Laplace-partitioned local CC2: limits, scaling and the π→π* state of ethylene

The partitioned problem

I work in atomic units: energies in hartree (Eh), Laplace times in Eh⁻¹, lengths in bohr. CC2 excitation energies ω are eigenvalues of a Jacobian with singles and doubles blocks A11, A12, A21, A22. In canonical Hartree–Fock orbitals A22 is the diagonal matrix D of differences ε_a + ε_b − ε_i − ε_j. The doubles rows of A R = ω R give R2 = −(D − ω)⁻¹ A21 R1, and the singles rows become

A_eff(ω) R1 = ω R1, with A_eff(ω) = A11 − A12 (D − ω)⁻¹ A21.

In localised orbitals the Fock blocks F_o and F_v are full matrices, and D is the Kronecker sum F_v + F_v − F_o − F_o, one term per index. Its inverse does not factorise, but its exponential does, because the four terms commute. With 1/x = ∫₀^∞ exp(−xt) dt for x > 0, the device Almlöf brought to MP2 in 1991,

(D − ω)⁻¹ ≈ Σ_q w_q exp(ω t_q) exp(−D t_q),

and exp(−Dt) is the product of exp(F_o t) on each occupied index and exp(−F_v t) on each virtual index (with the overlap metric if the virtuals are not orthogonal). The doubles are again an explicit function of R1, built and contracted without entering the trial vectors. Kats and Schütz built a local CC2 response method on this in 2009. The integral converges only if every D − ω is positive, that is ω < D_min.

Dimensional analysis

The energies are ω, D_min, D_max and the couplings; multiplying all of them by a factor multiplies ω by it and divides every t_q and w_q by it. With δ = D_min − ω and X = D_max − ω the dimensionless groups are η = ω/D_min, the range R = X/δ, the doubles-to-singles ratio s defined below, and the tolerated relative quadrature error ε. One length appears, ξ = ħ/√(2mδ).

Assumed inputs for ethylene, typical of a triple-zeta basis with diffuse functions and frozen core: ε(π) = −0.375, lowest virtual +0.03, lowest valence orbital −1.03, highest virtual +12, and ω = 0.29 Eh (7.89 eV) for the vertical ¹B1u state. Then D_min = 0.81 Eh (22.0 eV), D_max = 26.06 Eh, δ = 0.52 Eh, X = 25.77 Eh, η = 0.358 and R = 49.6, against 32.2 at ω = 0.

For the couplings I use a model: one single with diagonal element a, and three doubles at assumed D_k = 0.81, 1.5 and 5.0 Eh with assumed products A12·A21 = v_k² = 0.001, 0.04 and 0.10 Eh². Then A_eff = a − Σ(ω) with Σ = Σ_k v_k²/(D_k − ω). At ω = 0.29, Σ = 0.05621 Eh (1.53 eV), and I set a = 0.34621 Eh so that the root sits there. The couplings and a were chosen to reproduce a typical energy and a singles-dominated state. Neither is predicted, and every number that follows is the model's.

Question: The lowest double puts both π electrons into one orbital. That is Ag. Why does it limit a B1u state?

With exact symmetry it does not. But a diffuse basis has doubles of B1u symmetry close above it, with the electrons in two different diffuse orbitals, and domains need not respect the point group. A weak pole at D_min is the cautious choice.

Normalisation

The left vector has L2 = −L1 A12 (D − ω)⁻¹, and dA_eff/dω = −A12 (D − ω)⁻² A21. Therefore

L·R = L1 [1 − dA_eff/dω] R1 = (L1·R1)(1 + s),

which defines s. The singles share of the overlap is Z = 1/(1 + s). In the model s = 0.0355 and Z = 0.966. A transition strength is a left moment times a right moment divided by L·R, so normalising with L1·R1 alone makes it 3.6 per cent too large.

Question: Is this not simply the norm of the right vector?

Only for a symmetric matrix, as in ADC(2). Rescale the doubles basis so that A12 → λA12 and A21 → A21/λ. A_eff is unchanged while R2 is divided by λ, so no function of A_eff can give R·R. From the symmetric model with R1 = 1, λ = 2 turns R·R from 1.0355 into 1.0089, and L·R stays at 1.0355. For two states the derivative becomes the divided difference [A_eff(ω_m) − A_eff(ω_n)]/(ω_m − ω_n). Between L1 of state m and R1 of state n it acts as 1, so the bracket vanishes: the full vectors are biorthogonal, though their singles parts in general are not.

Small and large η

For small η, Σ(ω) = Σ₀ + ωΣ₁ + …, a series with radius D_min in which a pole at D_k contributes powers of ω/D_k. In the model Σ₀ = 0.04790 Eh and Σ₁ = 0.02330. The static root a − Σ₀ lies 0.226 eV above the exact model root; the first correction, (a − Σ₀)/(1 + Σ₁), still lies 0.041 eV above. At η = 0.358 the frequency dependence has to be kept whole.

An eigenvalue λ(ω) of A_eff has slope dλ/dω = −s, so the iteration ω → λ(ω) multiplies the deviation by −s, here a reduction by a factor of 28 per cycle. A single step from ω = a misses by −0.057 eV; the leading estimate −sΣ gives −0.054 eV. The iteration diverges for s > 1, where the Newton step ω → ω + Z(λ − ω) still converges locally.

For η near 1 keep one pole with coupling v and set g = D − a. The lower root is ω = a + g/2 − √(g²/4 + v²). For g ≫ v it is a − v²/g + v⁴/g³, with s ≈ v²/g². At g = 0 it is D − v with Z = 1/2. For g ≪ −v it is D − v²/|g| with Z ≈ v²/g²: still below the pole, so formally within reach, but a double in character and with δ tending to zero. The crossover s = 1 lies at δ = v. For the weak pole v = 0.0316 Eh (0.86 eV), which places it at ω = 0.778 Eh (21.2 eV).

Bound states do not get there. They lie below ionisation, roughly ω < −ε(HOMO), and for a lowest virtual at or above zero D_min ≥ −2ε(HOMO), so η stays below about 1/2; with our inputs the limit is 0.46. The argument fails if the lowest virtual is strongly bound, as in cations.

Question: What does the code do if a root passes D_min?

It gives no warning. Cut the integral at time T and 1/x becomes (1 − exp(−xT))/x, which equals T at x = 0 and stays positive for x < 0, where 1/x is negative. A finite sum with positive weights behaves alike. In the model ω + Σ(ω) then rises monotonically and has one root, while the matrix has four.

Question: And true double excitations, say on twisting the C=C bond?

There CC2 itself is the limit. The determinant ii → aa lies at 2(ε_a − ε_i) + J_ii + J_aa − 4J_ia + 2K_ia above the reference, and D keeps only the first term. For Coulomb integrals of similar size J the remainder is near −2(J − K), which is negative, so D places such configurations too high. No quadrature repairs that.

How many points: R and ε

I take a geometric grid, because its errors can be derived. Put t = exp(σ) and apply the trapezoid rule with step h: t_k = t₀ exp(kh), w_k = h t_k. There are three errors, each quoted relative to 1/x.

First, aliasing. Poisson summation over all integer k gives x Σ w_k exp(−x t_k) = 1 + 2 Re[Γ(1 − iy)(x t₀)^(iy)] + …, with y = 2π/h. Since |Γ(1 + iy)|² = πy/sinh(πy), the amplitude is close to 4π h^(−1/2) exp(−π²/h), whatever x is: 1.4×10⁻² for h = 1.5, 6.5×10⁻⁴ for h = 1 and 2.8×10⁻⁵ for h = 0.75. With h = 1 the shift of the root is at most ZΣ times the amplitude, 0.96 meV. I fix h = 1 and ε = 6.5×10⁻⁴.

Second, the long-time end. The first omitted point t_om costs u exp(−u) with u = x t_om, worst at x = δ. Setting this to ε gives u* = 9.60.

Third, the short-time end. Replace all points with k < 0 by one point with their total weight h t₀/(e^h − 1) at their weighted mean time t₀/(e^h + 1). The first mismatch is in the second moment and costs (h/2)[1/(e^(3h) − 1) − 1/((e^h − 1)(e^h + 1)²)](x t₀)³, which is 0.00515 (x t₀)³ for h = 1, worst at x = X. Setting this to ε gives X t₀ = c = 0.50.

The grid must span t₀ = c/X to t_om = u*/δ, so with the lumped point

n = 1 + ⌈[ln R + ln(u*/c)]/h⌉.

Because h ≈ π²/ln(1/ε) and c ∝ ε^(1/3), up to slowly varying factors, n grows as ln(1/ε)[ln R + (1/3) ln(1/ε)]/π². For wide ranges n ∝ ln R · ln(1/ε); for narrow ranges the ε term dominates and this grid is wasteful. At our ε, ln(u*/c) = 2.95, so the crossover is at R ≈ 19. In the limit R → 1 one point is enough: t = 1/x₀ and w = e/x₀ give x·w·exp(−xt) = (1 + z)exp(−z) = 1 − z²/2 + z³/3 − …, z = x/x₀ − 1, which meets ε up to R ≈ 1.07.

Ethylene has ln R = 3.90, a bracket of 6.9 and n = 8. Take t₀ = 0.019, k = 0 to 6, plus the lumped point; the longest time is 7.67 and the first omitted one 20.84 Eh⁻¹. The total relative errors are

x (Eh): 0.52, 1.21, 4.71, 25.77
error (10⁻⁴): −7.9, −0.7, −4.6, −8.3

At the two ends aliasing and truncation add. The root of the model moves up by 0.36 meV.

Question: Minimax grids need fewer points, surely?

For a given n and a given maximum-error measure they are optimal by construction, so they meet that tolerance with at most as many points as any other grid; Takatsuka, Ten-no and Hackbusch brought them to Laplace MP2 in 2008. Read my n as an upper estimate.

Question: Can I reuse the grid of the ground-state calculation?

That grid has t_om = u*/D_min, so at frequency ω the exponent shrinks to u*(1 − η), and the tail error scales roughly as ε^(1−η). Here u = 6.16 and the error at the lowest double is 1.3×10⁻², twenty times ε. The weak pole turns this into 0.7 meV, comparable with the aliasing bound, but it grows exponentially with η. Fit the grid to D − ω for the highest state wanted. The eight points hold for δ ≥ u*/20.84 = 0.461 Eh, that is up to ω = 0.349 Eh (9.5 eV). A ninth point divides the admissible δ by e, to 0.17 Eh, and reaches 17.4 eV. On such a common grid the matrices exp(F_o t) and exp(−F_v t) serve all states, since ω enters as a scalar factor.

Question: Is the same grid good for dA_eff/dω?

The derivative needs 1/x² ≈ Σ w_q t_q exp(−x t_q). The aliasing factor becomes Γ(2 − iy), larger by √(1 + y²) = 6.36, so the amplitude is 4.1×10⁻³. Multiplied by sZ² it changes Z by at most 1.4×10⁻⁴.

Locality

For a scaling estimate, hold three indices at their band edges and let the fourth particle move freely with the electron mass above the lowest virtual level. The kernel of exp(−F_v t) is then a Gaussian, (2πt)^(−3/2) exp(−r²/2t), and

∫₀^∞ exp(−δt)(2πt)^(−3/2) exp(−r²/2t) dt = exp(−r/ξ)/(2πr), with ξ = 1/√(2δ).

Relative to the ground state ξ grows by (1 − η)^(−1/2), which is 1 + η/2 for small η and diverges at threshold. For ethylene ξ goes from 0.79 to 0.98 bohr, a factor 1.25. In the sum this arises because exp(ωt) favours the longest and least local times; at t = 7.67 it equals 9.2, and any absolute truncation error made at that point is amplified as much. A decay of exp(−r/ξ) to 10⁻³ takes 6.8 bohr, against 5.4 bohr at ω = 0; the 1/r prefactor shortens both. The longest H···H distance in ethylene is typically 3.1 Å, or 5.9 bohr. The molecule is about the size of one domain, so locality saves little or nothing here; ethylene tests the quadrature and the normalisation, not the scaling with size.

At the crossover δ = v the two costs separate. R is 799, the bracket 9.6 and n = 11, three points more. But ξ is 3.98 bohr and the domain volume, ∝ δ^(−3/2), is 67 times larger. Near threshold locality is lost as a power while the point count grows as a logarithm.

Question: Is ξ all that sets the pair list?

No. A21 R1 contains Σ_c R_i^c (ac|bj) − Σ_k R_k^a (ki|bj). For a distant pair density bj, which is neutral, the monopoles of the particle and hole densities cancel when i and a share a region. The amplitude falls as r⁻³ or faster and the energy term as r⁻⁶, so neglecting a uniform medium beyond radius ρ costs ∝ ρ⁻³. For charge transfer the monopoles sit apart, giving r⁻², r⁻⁴ and ρ⁻¹. These power laws outlast exp(−r/ξ). The spatial extent of R1 enters too, so domains must follow the state. And truncating after the Laplace step is a different approximation from solving the doubles equations inside the domains; the two coincide for full domains.

Two other corners

Question: Carbon K-edge excitations lie far above 22 eV. Are they excluded?

In the full space, yes. With core–valence separation every double keeps a core hole. With an assumed ε(1s) = −11.23 Eh and an assumed ω = 10.5 Eh, D_min = 2(0.03) + 0.375 + 11.23 = 11.665 Eh and D_max = 2(12 + 11.23) = 46.46 Eh. Then η = 0.90, yet δ = 1.165 Eh and R = 30.9, both more comfortable than for the valence state. What the grid feels is δ and R; η matters only to someone who fits at ω = 0.

Question: And a silicon process gas such as silane?

Assume ε(HOMO) = −0.49, lowest virtual +0.03, lowest valence orbital −0.73, highest virtual +8, and ω = 0.35 Eh for a low bright state. Then D_min = 1.04 Eh, η = 0.34, δ = 0.69 Eh, R = 24.8, the bracket is 6.2 and n = 8, as for ethylene. Now correlate the silicon 2s2p shell, with an assumed ε(2s) = −6.1 Eh and tight functions that push the highest virtual to an assumed 100 Eh. R rises to 307, the bracket to 8.7 and n to 10. In this model a range 12 times wider costs two more points, while δ, and with it ξ = 0.85 bohr, does not move.